# Appendix: Potential, field and velocity along a long channel in strong inversion

## A.1 Conventions and premises

The coordinate $y$ runs from the source ($y=0$) to the drain ($y=L$) of an nMOSFET of width $W$, and $\xi=y/L$. The body is tied to the source. $V(y)$ is the electron quasi-Fermi potential, $E_{Fn}(y)=E_{Fn}(0)-qV(y)$, with $V(0)=0$ and $V(L)=V_{DS}\ge 0$ taken at the intrinsic ends of the channel. $\psi(y)$ is the band bending at the charge sheet, $Q=qn_s>0$ the magnitude of the electron sheet charge, $Q_d>0$ that of the depletion charge, and $\phi_t=k_BT/q$. The current $I_D$ is positive into the drain.

The premises are:

1. **Gradual channel.** Gauss's law is applied normal to the interface at each $y$.
2. **Charge sheet.** The electrons fill one parabolic, spin-degenerate subband of mass $m^*$. The finite depth of the layer is absorbed into the capacitance-equivalent thickness that defines $C_{ox}$, and the constant part of the confinement energy into $\psi_0$ below.
3. **Strong inversion.** $Q$ is well above the thermal sheet charge $Q_T$ defined below.
4. **Linearised depletion charge** in a uniformly doped body.
5. **Local transport** with constant mobility $\mu$.
6. **Steady state** without gate current, generation or recombination.

## A.2 Charge control

By premise 1 the oxide carries the flux of both charges:

$$V_{GS}-V_{FB}=\psi+\frac{Q+Q_d}{C_{ox}}.\tag{A1}$$

The subband has the density of states $m^*/\pi\hbar^2$. Let $\psi_0$ be the band bending that aligns its bottom with the source Fermi level. Integrating the Fermi function over this constant density of states gives

$$Q=Q_T\ln\!\left[1+e^{(\psi-V-\psi_0)/\phi_t}\right],\qquad Q_T=C_Q\phi_t,\qquad C_Q=\frac{q^2m^*}{\pi\hbar^2}.\tag{A2}$$

For $Q\gg Q_T$ the logarithm equals its exponent, so

$$\psi=\psi_0+V+Q/C_Q.\tag{A3}$$

The textbook premise of a pinned surface potential, $\psi=\psi_0+V$, is formally the limit $C_Q\to\infty$. A light-mass channel needs the last term.

The depletion approximation gives $Q_d=\sqrt{2\varepsilon_sqN_A\psi}$. To first order about $\psi_0$,

$$Q_d=Q_{d0}+C_d(\psi-\psi_0),\qquad C_d=\sqrt{\frac{\varepsilon_sqN_A}{2\psi_0}}.\tag{A4}$$

Define the extrapolated threshold $V_T=V_{FB}+\psi_0+Q_{d0}/C_{ox}$, the overdrive $V_{GT}=V_{GS}-V_T$ and the body factor $m=1+C_d/C_{ox}$. Inserting (A4) into (A1) gives $V_{GT}=m(\psi-\psi_0)+Q/C_{ox}$, and (A3) then gives $V_{GT}=mV+Q(1/C_{ox}+m/C_Q)$, that is

$$Q=C\,(V_{GT}-mV),\qquad \frac1C=\frac1{C_{ox}}+\frac m{C_Q}.\tag{A5}$$

## A.3 Current and potential

Near local equilibrium, drift and diffusion combine for any degeneracy into the sheet current $n_s\mu\,dE_{Fn}/dy=-Q\mu\,dV/dy$. It points along $-y$, hence $I_D=W\mu Q\,dV/dy$. By premise 6 $I_D$ is independent of $y$. Integration of $I_D\,dy=W\mu C(V_{GT}-mV)\,dV$ from the source gives

$$I_D\,y=W\mu C\left(V_{GT}V-\tfrac12mV^2\right)=\frac{W\mu C}{2m}\left(V_{GT}^2-u^2\right),\tag{A6}$$

where $u=V_{GT}-mV$ is the local overdrive; the second form follows from $u^2=V_{GT}^2-2m(V_{GT}V-mV^2/2)$. At the drain $u=\eta V_{GT}$ with

$$\eta=1-\frac{mV_{DS}}{V_{GT}},\qquad 0\le\eta\le1,$$

so that

$$I_D=\frac{W\mu C\,V_{GT}^2}{2mL}\,(1-\eta^2).\tag{A7}$$

Dividing (A6) by (A7) removes $W$, $\mu$ and $C$ and leaves $u^2=V_{GT}^2[1-(1-\eta^2)\xi]$: the square of the sheet charge falls linearly along the channel. Since $Q\ge0$ the positive root applies:

$$V(y)=\frac{V_{GT}}{m}\left[1-\sqrt{1-(1-\eta^2)\,y/L}\right],\qquad Q(y)=CV_{GT}\sqrt{1-(1-\eta^2)\,y/L}.\tag{A8}$$

At $y=L$ this returns $V_{GT}(1-\eta)/m=V_{DS}$. Pinch-off is $\eta=0$, or $V_{DS}=V_{DSsat}=V_{GT}/m$, where (A7) is maximal.

Half of the drain voltage is reached where $u=V_{GT}(1+\eta)/2$. Then $(1-\eta^2)\xi=1-(1+\eta)^2/4=(1-\eta)(3+\eta)/4$, and

$$\xi_{1/2}=\frac{3+\eta}{4(1+\eta)}.\tag{A9}$$

This is $1/2$ for the uniform resistor ($\eta\to1$) and $3/4$ at pinch-off, where the first three quarters of the length carry half of $V_{DSsat}$ and the last quarter carries the other half.

## A.4 Field, velocity and transit time

Define the driving field $E=-dV/dy$, which is negative. Differentiating (A8),

$$|E(y)|=\frac{|E(0)|}{\sqrt{1-(1-\eta^2)\,y/L}},\qquad |E(0)|=\frac{V_{GT}}{2mL}(1-\eta^2),\qquad |E(L)|=\frac{|E(0)|}{\eta}.\tag{A10}$$

At pinch-off $|E(0)|=V_{GT}/2mL$, half the mean field $V_{DSsat}/L$, and $|E(y)|=|E(0)|/\sqrt{1-y/L}$. The mean electron velocity along $+y$ is $v=I_D/WQ=\mu|E|$. It diverges at the drain for $\eta=0$ because a finite current is carried by a vanishing charge.

The electrostatic field at the sheet is a different quantity. From (A3) and (A5),

$$\frac{d\psi}{dy}=(1-r)\frac{dV}{dy},\qquad r=\frac{mC}{C_Q}=1-\frac{C}{C_{ox}}.\tag{A11}$$

A fraction $r$ of the current is therefore diffusion of the degenerate gas, the same at every $y$. The two fields coincide only in the pinned limit $r\to0$. The product $\mu|E|$ used below is the total mean velocity.

The transit time is $\tau=\int_0^L dy/\mu|E|$. With $\int_0^1\sqrt{1-(1-\eta^2)\xi}\,d\xi=\tfrac23(1-\eta^3)/(1-\eta^2)$,

$$\tau=\frac{4mL^2}{3\mu V_{GT}}\,\frac{1-\eta^3}{(1-\eta^2)^2},\tag{A12}$$

which tends to $L^2/\mu V_{DS}$ for $\eta\to1$ and to $4mL^2/3\mu V_{GT}$ at pinch-off.

## A.5 Where $\mu|E|$ reaches $v_{sat}$

Let

$$a=\frac{\mu V_{GT}}{2mL\,v_{sat}},$$

the source velocity at pinch-off in units of $v_{sat}$. Setting $\mu|E|=v_{sat}$ in (A10) gives $\sqrt{1-(1-\eta^2)\xi^*}=a(1-\eta^2)$, so

$$\xi^*=\frac{1-a^2(1-\eta^2)^2}{1-\eta^2},\qquad \xi^*(\eta=0)=1-a^2.\tag{A13}$$

At pinch-off $V(y^*)=(1-a)V_{DSsat}$ and $Q(y^*)=aQ(0)$, and the stretch beyond $y^*$ takes the fraction $(1-\xi^*)^{3/2}=a^3$ of $\tau$. The point enters the channel at the drain, $\xi^*=1$, when $a(1-\eta^2)=\eta$, whose positive root is

$$\eta_c=\frac{\sqrt{1+4a^2}-1}{2a},\qquad V_{DS,c}=(1-\eta_c)V_{DSsat}.\tag{A14}$$

Under a sharp law ($v=\mu|E|$ up to $v_{sat}$, constant beyond) (A8) and (A10) hold unchanged for $\eta\ge\eta_c$. For larger $V_{DS}$ the current stays near $1-\eta_c^2$ times the square-law maximum, apart from channel-length modulation. The profile with $\eta<\eta_c$ is then never realised, so $L-y^*$ measures how much of the constant-mobility solution is inconsistent; it is not the length of the velocity-saturated region, which needs a two-dimensional solution.

The opposite shape is the soft law $v=\mu|E|/(1+\mu|E|/v_{sat})$. Then $I_D(1+\mu V'/v_{sat})=W\mu QV'$ with $V'=dV/dy$, which integrates to $I_D(L+\mu V_{DS}/v_{sat})=W\mu C(V_{GT}V_{DS}-mV_{DS}^2/2)$. Setting $dI_D/dV_{DS}=0$, with $x=V_{DS}/V_{DSsat}$, gives $ax^2+x-1=0$, so that with $\sigma=\sqrt{1+4a}$

$$V_{DS}^{soft}=\frac{2V_{DSsat}}{1+\sigma},\qquad \frac{I_D^{soft}}{I_D(\eta=0)}=\frac{4}{(1+\sigma)^2}.\tag{A15}$$

The current loss is $a^2$ to leading order for the sharp law and $2a$ for the soft one.

## A.6 Range of validity

**Bias.** The profile requires $0\le V_{DS}\le V_{GT}/m$, and with a velocity limit $V_{DS}\le V_{DS,c}$. Constant mobility over most of the channel requires $a\ll1$.

**Strong inversion.** Inverting (A2) without approximation, with $s=Q/Q_T$, adds $\phi_t\ln(1-e^{-s})$ to (A3), so $V_{GT}-mV=Q_Ts/C+m\phi_t\ln(1-e^{-s})$. Differentiation gives $Q\,dV=-(Q_T^2/mC)\,G'(s)\,ds$ with

$$G(s)=\frac{s^2}{2}+r\int_0^s\frac{t\,dt}{e^t-1}.\tag{A16}$$

In saturation, $s(L)\to0$, this yields $I_D=W\mu Q_T^2G(s_0)/mCL$ and $1-\xi=G(s)/G(s_0)$, with $s_0$ the source value. The condition $Q=I_D/Wv_{sat}$ fixes $s^*=\mu Q_TG(s_0)/(mCLv_{sat})$. The first term of $G$ alone reproduces (A8); the second matters where $s$ falls below a few.

**Gradual channel.** Gauss's law on a box of depth $t$ adds $\lambda^2\,d^2\psi/dy^2$ to the overdrive, with $\lambda^2=\varepsilon_st/C_{ox}$. For an order estimate take $t=W_d=\varepsilon_s/C_d$, the depletion width at $\psi_0$, and replace $\psi''$ by the larger $V''$. At pinch-off $V''=(V_{GT}/4mL^2)(1-\xi)^{-3/2}$, so

$$\frac{\lambda^2V''}{u}=\frac{\lambda^2}{4m(L-y)^2}.\tag{A17}$$

The divergence of (A10) lies inside the region $L-y\lesssim\lambda/2\sqrt m$ where premise 1 has failed.

**Depletion charge.** The tangent (A4) lies above the square root, so the overdrive is underestimated by $2\psi_0(m-1)\left[1+\Delta/2\psi_0-\sqrt{1+\Delta/\psi_0}\right]$, with $\Delta=\psi-\psi_0$, largest at the drain.

**Constant $\mu$ and $C$.** Both cancel from (A8) only if uniform. A mobility that depends on $n_s$, nonparabolicity and higher subbands reshape the profile. Interface traps that follow $E_{Fn}$ with uniform density hold a charge proportional to $\psi-V-\psi_0=Q/C_Q$; they lower $C$ and $I_D$ and leave $m$ and (A8) unchanged. Series resistance reduces the intrinsic $V_{GT}$ and $V_{DS}$.

## A.7 Illustration: In$_{0.53}$Ga$_{0.47}$As, $L=1\ \mu$m

Approximate material inputs are $\varepsilon_s=13.9\,\varepsilon_0$ and $m^*=0.043\,m_0$. The mobility $\mu=1500$ cm²/V s is chosen as typical of a surface channel under a high-$\kappa$ oxide, and $v_{sat}=1.0\times10^7$ cm/s as a typical order for the high-field velocity. Assumed device inputs are $N_A=10^{17}$ cm⁻³, $\psi_0=0.75$ V, a capacitance-equivalent thickness of 3.0 nm (referred to $3.9\,\varepsilon_0$), $V_{GT}=0.50$ V and $T=300$ K, where $\phi_t=25.85$ mV.

These give $C_{ox}=1.15$, $C_d=0.115$ and $C_Q=2.88$ µF/cm², $m=1.10$, $C=0.799$ µF/cm² and $r=0.305$, all carried forward as printed. Then $V_{DSsat}=0.455$ V, $|E(0)|=2.27$ kV/cm, $v_{sat}/\mu=6.67$ kV/cm and $a=0.341$. The pinch-off profile is:

| $y/L$ | $V$ (V) | $\lvert E\rvert$ (kV/cm) | $v$ ($10^7$ cm/s) | $n_s$ ($10^{12}$ cm⁻²) |
|---|---|---|---|---|
| 0 | 0 | 2.27 | 0.34 | 2.49 |
| 0.25 | 0.061 | 2.62 | 0.39 | 2.16 |
| 0.50 | 0.133 | 3.21 | 0.48 | 1.76 |
| 0.75 | 0.227 | 4.55 | 0.68 | 1.25 |
| $\xi^*=0.88$ | 0.300 | 6.67 | 1.00 | 0.85 |

In the model $\mu|E|$ reaches $v_{sat}$ at $y^*=0.88\ \mu$m, 0.12 µm from the drain. The square-law current is 136 µA/µm and $\tau=20$ ps, of which 4 per cent is spent beyond $y^*$. The limit is first met at the drain for $\eta_c=0.31$, $V_{DS,c}=0.31$ V, at 0.90 of the square-law current. The soft law saturates at 0.36 V and 0.62 of that current. The shape of the velocity-field curve thus matters more than any electrostatic correction below, and 136 µA/µm is the model's value without velocity limit, traps or series resistance, each of which lowers it.

The neglected terms have these sizes.

- *Thermal tail.* $Q_T/q=0.46\times10^{12}$ cm⁻² is not small against $n_s(y^*)$. Equation (A16) gives $s_0=5.37$, $G(s_0)=14.9$, a current higher by the factor 1.03, $s^*=1.89$ and $G(s^*)=2.15$. The point moves to $\xi^*=0.86$, 0.14 µm from the drain, so the second figure of $L-y^*$ depends on premise 3.
- *Choice of field.* If the criterion is put on $\mu\,d\psi/dy$, then $a\to(1-r)a$ in (A13) and $\xi^*=0.94$.
- *Gradual channel.* $W_d=107$ nm and $\lambda=34$ nm; the ratio (A17) is 0.02 at $y^*$ and reaches unity 16 nm from the drain.
- *Depletion charge.* The shift is at most 5 mV, against $u(y^*)=170$ mV.
- *Band filling.* The Fermi level lies $Q(0)/C_Q=0.14$ V above the subband bottom at the source. An assumed 30 per cent rise of $C_Q$ there, from nonparabolicity or a second subband, would raise $C$ by 8 per cent.

The inputs $\mu$ and $v_{sat}$ dominate. With $\mu=3000$ cm²/V s, more typical of a buried channel, $a=0.68$ and $\xi^*=0.54$; with the original mobility $a=1$ at $L=0.34\ \mu$m, where the limit is reached at the source. A single $v_{sat}$ is also a crude description of this alloy. As typical knowledge, its bulk steady-state velocity peaks near $2.5\times10^7$ cm/s at a few kV/cm and falls to $10^7$ cm/s or below only as electrons transfer to the L valleys, roughly 0.5 eV higher in the bulk. An electron from the source Fermi level has at most $q[V+Q/C_Q]=0.35$ eV above the local subband bottom at $y^*$, so transfer is expected to be weak upstream of that point, and a cap at $10^7$ cm/s probably places the limit too far from the drain. Taking $2.5\times10^7$ cm/s as the cap gives $a=0.136$ and $\xi^*=0.98$, or 19 nm from the drain, where premises 1, 3 and 5 no longer hold. The model therefore puts the crossing between about 0.86 µm and the drain edge for $\mu=1500$ cm²/V s, with 0.88 µm as the value of (A13) for the stated inputs.